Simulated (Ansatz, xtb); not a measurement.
**CH8AlNSi: which of two isomers lies lower**

Structure a is `[CH3][AlH][NH][SiH3]`, a singlet and structure b is `C[SiH2][NH][AlH2]`, a singlet. Both are isolated molecules in the gas phase, relaxed with BLYP-D3(BJ)/def2-SVP; the shapes shown needn't be the lowest conformers.

a (Å):

| atom | x (Å) | y (Å) | z (Å) |
| --- | --- | --- | --- |
| C | -1.0512 | -0.7730 | -1.0202 |
| Al | 0.6668 | -0.6331 | -0.0701 |
| N | 0.7493 | -1.0483 | 1.6898 |
| Si | 2.1080 | -1.0272 | 2.8087 |
| H | -0.9744 | -1.4772 | -1.8770 |
| H | -1.8847 | -1.1195 | -0.3747 |
| H | -1.3460 | 0.2084 | -1.4515 |
| H | 2.0259 | -0.1679 | -0.7548 |
| H | -0.1347 | -1.3480 | 2.1228 |
| H | 2.3812 | -2.3853 | 3.3989 |
| H | 1.8805 | -0.0882 | 3.9636 |
| H | 3.3158 | -0.5764 | 2.0457 |

b (Å):

```xyz
12

C    -0.2739    1.9768   -1.2166
Al    0.5211   -1.4681    1.6106
N    -0.2647   -0.7343    0.1616
Si   -1.1441    0.7869   -0.0258
H     0.7447    2.2250   -0.8551
H    -0.1788    1.5299   -2.2280
H    -0.8467    2.9221   -1.3183
H    -2.5366    0.5357   -0.5424
H    -1.2373    1.3947    1.3422
H    -0.2026   -1.2839   -0.7062
H     0.4663   -0.6678    2.9818
H     1.2333   -2.8787    1.4166
```

Quicker runs give these differences E(b) − E(a): GFN2-xTB −0.256 eV; HF/STO-3G +0.528 eV (at GFN2-xTB geometries); r2SCAN-D4/def2-SVP +0.387 eV (at GFN2-xTB geometries).

Question: Which of the two would you expect CCSD(T)/def2-SVP + ΔMP2/def2-TZVPP electronic energies to favour?

Answer: Too close to call at this level: CCSD(T)/def2-SVP + ΔMP2/def2-TZVPP gives E(b) − E(a) = −0.013 eV.

The same difference at several levels:

```tsv
level	geometry	E(b) − E(a) (eV)	departure from the last row (eV)	job, with rough time for the two
GFN2-xTB	GFN2-xTB	−0.256	−0.243	optimisation, 0.54 s
HF/STO-3G	GFN2-xTB	+0.528	+0.541	single point, 0.53 s
r2SCAN-D4/def2-SVP	GFN2-xTB	+0.387	+0.401	single point, 3.4 s
BLYP-D3(BJ)/def2-SVP	BLYP-D3(BJ)/def2-SVP	−0.015	−0.002	optimisation, 1.7 min
HF/def2-SVP	BLYP-D3(BJ)/def2-SVP	−0.020	−0.007	part of the CCSD(T) run
MP2/def2-SVP	BLYP-D3(BJ)/def2-SVP	−0.009	+0.004	part of the CCSD(T) run
CCSD(T)/def2-SVP	BLYP-D3(BJ)/def2-SVP	−0.007	+0.006	single point
CCSD(T)/def2-SVP + ΔMP2/def2-TZVPP	BLYP-D3(BJ)/def2-SVP	−0.013		single point, 22 s
```

As drawn, b has 1 C–Si, 1 Al–H in place of 1 C–Al, 1 Si–H.

The largest departure from CCSD(T)/def2-SVP + ΔMP2/def2-TZVPP is that of HF/STO-3G, 0.541 eV. The last row adds to CCSD(T) the change of the MP2 difference between the two basis sets, here −0.006 eV.

With harmonic frequencies from BLYP-D3(BJ)/def2-SVP (ideal gas, rigid rotor, one conformer each, 600 K, 1 atm): on the last row, ΔE + ΔZPE = −0.011, ΔH = −0.023, ΔG = +0.044 eV.

The correlated steps freeze 12 core orbitals. Mirror images aren't counted in ΔG. Run with Ansatz 0.2.0, xtb 6.7.1; the last row on 2 threads of Intel(R) Xeon(R) Processor @ 2.70GHz on a shared host.

The two isomers are essentially degenerate, as expected for an exchange of methyl and hydride between aluminium and silicon. Both keep the Al–N–Si backbone, including nitrogen lone-pair donation into the formally empty aluminium p orbital, so the preference of carbon over hydrogen for one electropositive centre nearly cancels that for the other. Electron correlation cancels too: at the common BLYP geometries, Hartree–Fock, MP2 and CCSD(T) almost coincide.

The large departures all occur at GFN2-xTB geometries. The r2SCAN value of +0.387 eV therefore probably reflects a distorted or different structure for at least one isomer, rather than a failure of the functional; for HF/STO-3G the minimal basis may contribute as well.

At 600 K enthalpy slightly favours b, whereas free energy slightly favours a. The entropy gain of a probably comes from softer bending and torsion around its Al–C bond, but so small a balance doesn't establish a thermal preference. Near-equal energies also say nothing about how readily the isomers interconvert, since exchanging the groups requires breaking strong bonds.
